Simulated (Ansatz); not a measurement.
**Strength of the N–Sb bond: C2H8NSb → C2H6N + SbH2**

Species: C2H8NSb `C[N](C)[SbH2]`, singlet; C2H6N `C[N]C`, doublet; SbH2 `[SbH2]`, doublet. 

Shapes, held fixed at every level: PBE0-D4/def2-TZVP. Flexible molecules stand in one conformer, not always the lowest. Programs: Ansatz 0.2.0. The zero-point and thermal change to 298 K, harmonic and unscaled (PBE0-D4/def2-TZVP), is -13.3 kJ/mol.

Problem. Estimate ΔH(298 K) of this reaction.

Solution. The highest level, CCSD(T)/def2-TZVPP, gives ΔH(298 K) = +193.5 kJ/mol; the levels span +47.8 to +195.0. The column of differences is taken from that level and isn't an error. Hartree–Fock misses the correlation of the pair that is broken and comes out low. No measured value is set beside it here. Open shells run unrestricted. For atoms past krypton def2 sets carry core potentials with scalar relativity. Outer-core shells of Sb are correlated in most correlated rows, in sets that cover them unevenly.

| level | kind | ΔH(298 K) (kJ/mol) | less CCSD(T)/def2-TZVPP |
| --- | --- | --- | --- |
| MP2/def2-SVP | perturbation theory | +195.0 | +1.5 |
| HF/def2-SVP | Hartree–Fock | +47.8 | -145.7 |
| PBE0-D4/def2-TZVPP | global hybrid | +182.1 | -11.4 |
| r2SCAN0-D4/def2-TZVPP | global hybrid | +160.4 | -33.1 |
| wB97M-V/def2-TZVPP | range-separated hybrid | +187.8 | -5.7 |
| wB97X-V/def2-TZVPP | range-separated hybrid | +191.0 | -2.5 |
| CCSD(T)/def2-SVP | coupled cluster or CI | +169.1 | -24.4 |
| CCSD(T)/def2-TZVPP | coupled cluster or CI | +193.5 | 0.0 |

The N–Sb bond is fairly weak for a polar single bond. Compact nitrogen orbitals overlap poorly with the diffuse 5p orbital of antimony, and although the electronegativity difference adds ionic stabilisation, it does not make up for this. Homolysis also leaves an aminyl radical that is stabilised by hyperconjugation with its methyl groups.

In the same small basis, going from Hartree–Fock to CCSD(T) raises the enthalpy from +47.8 to +169.1 kJ/mol, so most of the computed bond strength at that level comes from correlation. The near match between MP2/def2-SVP and the highest level is therefore a cancellation: MP2 overshoots CCSD(T) in the same basis, while the small basis itself lowers the coupled-cluster result. The rise to +193.5 kJ/mol in the larger basis suggests that the basis-set limit may lie higher still. The closeness of the two range-separated hybrids to this value thus does not establish their accuracy, nor does it isolate range separation as the cause, since the functionals differ in other respects too.
